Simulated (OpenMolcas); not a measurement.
## [SiH3]+ (SMILES [SiH3+]): the vertical ionisation energy, rung by rung

[SiH3]+ has 4 atoms, charge +1, and is taken as a singlet. As SMILES, `[SiH3+]`. The shape is that of a PBE0-D4/def2-TZVP optimisation.

Each level gives the vertical ionisation energy (to the doublet dication) (eV). The values are calculated.

```
                            level                kind     program  value (eV)  CPU time (all runs)
                   HF/aug-cc-pVTZ        Hartree–Fock  OpenMolcas       20.10                 27 s
                SVWN5/aug-cc-pVTZ                 LDA  OpenMolcas       20.53                 67 s
                  PBE/aug-cc-pVTZ                 GGA  OpenMolcas       20.51                 89 s
               revPBE/aug-cc-pVTZ                 GGA  OpenMolcas       20.52                 72 s
                M06-L/aug-cc-pVTZ            meta-GGA  OpenMolcas       20.74              1.7 min
                 TPSS/aug-cc-pVTZ            meta-GGA  OpenMolcas       20.62                 98 s
                BHLYP/aug-cc-pVTZ       global hybrid  OpenMolcas       20.77                 60 s
               M06-2X/aug-cc-pVTZ     hybrid meta-GGA  OpenMolcas       20.80                 85 s
FCI/3-21G, open shells restricted  exact in the basis  OpenMolcas       20.47                6.2 s
```

The values span 20.10 to 20.80 eV. High-level rows in very small sets aren't better than simpler rows in larger ones. CPU times are rough (shared hosts, several kinds of processor): they show what a rung costs within a factor of a few.

Hartree–Fock gives the lowest ionisation energy, 20.10 eV, and every density functional lies above it. The main reason is electron correlation. The singlet cation has one more valence electron than the doublet dication, and so more correlation energy to lose. Leaving correlation out therefore penalises the cation more and makes ionisation look too easy.

The LDA and the two GGAs nearly coincide, so gradient corrections largely cancel between the two charge states. The meta-GGAs and hybrids lie higher, but the value doesn't simply rise with the share of exact exchange, since Hartree–Fock, with all of it, sits at the bottom.

In planar [SiH3]+ the silicon p orbital perpendicular to the plane is empty, so the electron comes from the degenerate Si–H bonding orbitals. Removing it from an ion that is already positive explains the large energy, and the hole weakens the Si–H bonding. The dication should then distort by the Jahn–Teller effect, an energy lowering that these vertical values don't include.
